Optimised norm-conserving Vanderbilt pseudopotentials for Cr were generated with ONCVPSP 4.0.1 (PBE, Dirac equation, [Ne] core, 3s2 3p6 3d5 4s1 valence). The base run has radii of 1.55 (s), 0.85 (p), 1.05 (d) and 0.6 bohr (local), two projectors per channel, s wave number 7.9 /bohr, and model-core density and range factors 5 and 1.75. Errors are all-electron minus pseudo.

| change from the base | cutoff for 1 mHa (Ha) | positive energy ghost flags | first ionisation error (meV) | xc hardness error without core (mHa) |
| --- | --- | --- | --- | --- |
| base | 153.4 | 3 | 1.25 | 7.74 |
| model-core density factor 4.6 | 153.4 | 3 | 1.26 | 7.74 |
| s residual-energy wave number 10.2 /bohr | 153.4 | 2 | 1.31 | 7.43 |
| s radius 1.84 bohr; p radius 1.02 bohr; d radius 1.26 bohr; local radius 0.72 bohr | 100.9 | 0 | 1.61 | 8.11 |
| d 1 projectors | 153.4 | 1 | 1.24 | 7.74 |
| model-core range factor 1.06 | 153.4 | 3 | 1.31 | 7.74 |
| p radius 0.84 bohr | 153.4 | 3 | 1.25 | 7.74 |

These are PBE Dirac pseudopotentials for a spherical, spinless Cr atom, so no row speaks to magnetic energies, and atomic tests do not give the error in a solid. The cutoff is the plane-wave energy $E=q^2/2$ ($q$ the wave number) above which the hardest occupied pseudo wave keeps under 1 mHa of kinetic energy. Errors are all-electron minus pseudo.

**Base row.** The cutoff is a maximum over waves, and the wave-by-wave results of the same runs put it at $3d_{3/2}$ in all seven rows. In the base, 3s needs 19.5 Ha, $3p_{1/2}$ 49.2 Ha and $3d_{3/2}$ 153.4 Ha. Five variants leave the 3d wave unchanged, hence the flat column. What moves underneath is hidden: raising the s wave number lifts the 3s cutoff by 40 %, to 27.3 Ha.

Radius alone does not explain why d is hardest, since the p radius is smaller. The 3d wave is nodeless and compact, so smoothing has no inner oscillation to remove, whereas 3p loses its node. The optimisation matters too. It minimises the kinetic energy above a chosen wave number $q_c$. For p, $q_c=10.8$/bohr corresponds to $10.8^2/2=58.3$ Ha, and only 0.26 mHa remains above it, so 1 mHa is reached below $q_c$. For d, 7.9/bohr corresponds to 31.2 Ha, and 98.6 mHa remains above it. With this radius, four matching conditions and seven Bessel functions, the wave cannot be squeezed that far, and its 1 mHa point lies at $q=17.5$/bohr, in a tail that the minimisation does not target separately. Second projectors are outside the definition of the column: the base d one needs 175.85 Ha.

**Radii row.** A function smoothed inside a radius $r$ has structure on the scale $r$, so the wave number it needs goes as $1/r$. Constant $qr$ gives $E\propto r^{-2}$, with nothing fitted. Taking the base as anchor and the d radii,
$$E = 153.4\left(\frac{1.05}{1.26}\right)^2 = 106.5\ \text{Ha},$$
which is 5.6 % above the 100.9 Ha of the table. The two-point exponent, $\ln(100.9/153.4)/\ln 1.2$, is $-2.30$. Four radii change together, but the fall belongs to d, which is still the hardest wave.

The agreement does not survive a change of threshold. The same scaling overshoots the computed cutoff by 17 % at 0.1 mHa and by 98 % at 10 mHa, where the cutoff drops from 118.5 to 41.5 Ha. True scaling would need $q_c r$ fixed, but $q_c$ was held while $r$ grew, so $q_c r$ went from 8.29 to 9.95 and the energy left above $q_c$ fell to 21.2 mHa, close to the 10 mHa line. Also, the part of the wave outside $r$ is the all-electron one and does not stretch; in the base only 0.398 of the 3d norm lies inside. Other channels give two-point exponents of $-4.0$ (s) and about $-1.5$ (p), and the step of the p radius to 0.84 bohr gives about $-0.5$. The $r^{-2}$ rule supplies the direction, and its closeness at 1 mHa is partly luck. The safer guide is the list of cutoffs wave by wave: since the column is a maximum, only a change that softens the hardest wave itself, here 3d, can lower it.

The price in the first ionisation error is small, 1.25 to 1.61 meV on an ionisation energy of 6.90 eV. Norm conservation makes the pseudo wave respond correctly to first order in a shift of energy, and the 4s electron removed here has only 4 % of its norm inside the base s radius. An error proportional to that norm, which grows by a factor 1.98, would reach 2.48 meV, so proportionality is refuted. An offset near 1.25 meV persists in the other rows, and its source is not settled here. The frozen core alone would give the opposite sign, because a core that cannot relax leaves the pseudo ion too high in energy. The model core is not the main source either, since the range-factor row nearly doubles the hardness error with core and moves the ionisation error by only 0.06 meV. Shifts of 0.01 meV are three or four steps of the 0.0027 meV output resolution and carry no message. The shifts for the s wave number and the range factor, twenty steps or more, are resolved.

A harder test moves more: the error for a 3p hole flips from $+15.5$ to $-12.4$ meV, which cannot be assigned to one radius; the p projector energies were also reset during generation in every row, so the p channel was not built exactly as typed. Ghost flags, which mark suspected spurious states at positive energy, drop to zero, yet at 4.66 Ha the $d_{3/2}$ phase error is 0.0159 rad, against 0.0035 in the two model-core rows with base radii. Near 1.8 Ha the s error is smaller instead. The phases are evidently evaluated at a different radius, so the comparison is loose.

**One d projector.** The table makes this row look like a gain, with two flags fewer and no other entry changed by more than one unit in its last digit. Removing 4s barely probes d. The second ionisation removes a 3d electron, and its error goes from $+0.20$ to $-1.35$ meV, while the other rows stay between 0.14 and 0.20. A single projector reproduces scattering at one energy and to first order around it, and the second extends the range; without it the largest sampled d phase error rises from 0.0035 to 0.057 rad. Not every test worsens, for the 3p-hole error falls to 10.2 meV. The flag count suggests an assignment: two flags go with the second d projector (two $j$ components), one with the s change, and these sum to the three of the base. This is inference from counting. With base radii the sampled phase errors show no ghost up to 4.66 Ha, so the flagged states probably lie higher, where they can be harmless. Fewer flags do not mean better scattering.

The last column measures the error in the exchange-correlation response to changes of occupation with the model core left out, so from row to row only the pseudo valence densities can move it. It moves for the s wave number ($-4.0$ % of the base) and the radii ($+4.8$ %), and is blind by construction to both model-core rows. With the core included the base error is 3.39 mHa, and range factor 1.06 raises it to 6.44 mHa, forfeiting most of the benefit of the core correction behind an unchanged 7.74.
